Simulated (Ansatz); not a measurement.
A substitution series on B: NH2 to Br

Gas-phase molecules. On one B centre, n of the NH2 ligands are replaced by Br. The HOMO–LUMO gap y in eV at wB97X-V/def2-TZVPP. Shapes: PBE0-D4/def2-TZVP. Programs: Ansatz 0.2.0.

```
 molecule  n  y (eV)
  B(NH2)3  0   11.74
B(NH2)2Br  1   12.36
B(NH2)Br2  2       ?
     BBr3  3   10.69
```

Fit y = c + s·n to the known rows and predict B(NH2)Br2.


1. Means of the 3 rows: n = 1.33333, y = 11.597.
2. Σ(Δn)² = 4.6667, Σ(Δn·Δy) = -1.9567, so the slope is -1.9567/4.6667 = -0.41929.
3. Intercept: 11.597 − (-0.41929) × 1.33333 = 12.156. The largest residual of the fit is 0.62.
4. B(NH2)Br2: 12.156 + (-0.41929) × 2 = 11.32 eV.

The run gave 12.49 eV, so the prediction is off by -1.17 eV, more than the largest residual. The step per swap changes from +0.62 to -1.80 eV along the series, so a line misses the bend. Other levels give for B(NH2)Br2: SPW92/def2-TZVPP 5.60; PBE0-D4/def2-TZVPP 7.92 eV. Orbital gaps aren't excitation energies, and the LUMO depends on the basis. Relativity is left out for Br. The series isn't monotonic at this level.

The gap widens with the first bromine, barely changes with the second, and falls sharply only when the last amino group is lost. This suggests two competing effects. Nitrogen lone pairs donate strongly into the empty boron p orbital, pushing its antibonding π* combination up, whereas bromine is a much weaker π donor because its diffuse 4p orbitals overlap poorly with boron 2p. Replacing the first amino groups probably lowers the nitrogen-based HOMO through fewer lone-pair combinations and the inductive pull of bromine, while the remaining nitrogen still keeps the boron-centred acceptor level high. In BBr3 that support is gone, so the acceptor level drops and the gap closes to 10.69 eV, with bromine lone pairs as the HOMO. A gap between two levels that change character need not be additive in the ligands, which is why a constant increment per swap fails. The much smaller SPW92 and PBE0 gaps probably reflect their smaller share of long-range exact exchange; given for one molecule only, they don't show whether the maximum at B(NH2)Br2 survives a change of functional.
